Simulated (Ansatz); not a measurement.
# From B to Ga: the dipole moment

One atom is swapped for its congeners: B(CH2)(CH3)F; Al(CH2)(CH3)F; Ga(CH2)(CH3)F. All are doublets with charge 0.

Shapes, held fixed at every level: PBE0-D4/def2-TZVP. Flexible molecules stand in one conformer, not always the lowest. Programs: Ansatz 0.2.0. Values in D.

| level | B(CH2)(CH3)F | Ga(CH2)(CH3)F |
| --- | --- | --- |
| PBE-D4/def2-TZVPP | 1.42 | 2.69 |
| r2SCAN-D4/def2-TZVPP | 1.46 | 2.76 |
| B3LYP-D4/def2-TZVPP | 1.52 | 2.82 |
| wB97M-V/def2-TZVPP | 1.51 | 2.80 |

Question: Estimate the column for Al(CH2)(CH3)F from its neighbours.

Answer: The mean of the neighbours at wB97M-V/def2-TZVPP is 2.15 D, against 1.91 from the run: the member lies nearer B. All rows: PBE-D4/def2-TZVPP 1.90; r2SCAN-D4/def2-TZVPP 1.90; B3LYP-D4/def2-TZVPP 1.94; wB97M-V/def2-TZVPP 1.91 D. At wB97M-V/def2-TZVPP the dipole moment rises at every step, from 1.51 to 2.80 D. Every level shows the same order. Open shells run unrestricted unless RO is named. Relativity is left out for Ga unless named.

The dipole moment grows from B through Al to Ga, but unevenly: the step from Al to Ga is much the larger at every level, so averaging the neighbours overestimates Al. Electronegativity alone would not give this order, since Al is the most electropositive of the three and should form the most polar bond to fluorine. The total moment, however, is a vector sum in which the metal–carbon bond dipoles partly oppose the metal–fluorine one. In the B compound, a short B–F bond and π donation from fluorine into the empty boron p orbital probably keep the moment small. At Al both kinds of bond become strongly polar, so much of the gain cancels. Ga, whose filled 3d shell screens the nucleus poorly, is more electronegative than Al; its less polar bonds to carbon probably offset less of the still strongly polar Ga–F bond. The functionals differ far less than the elements do, so the order does not hinge on the choice among them. The larger moment of the Ga compound is not evidence that its Ga–F bond is more ionic than Al–F.
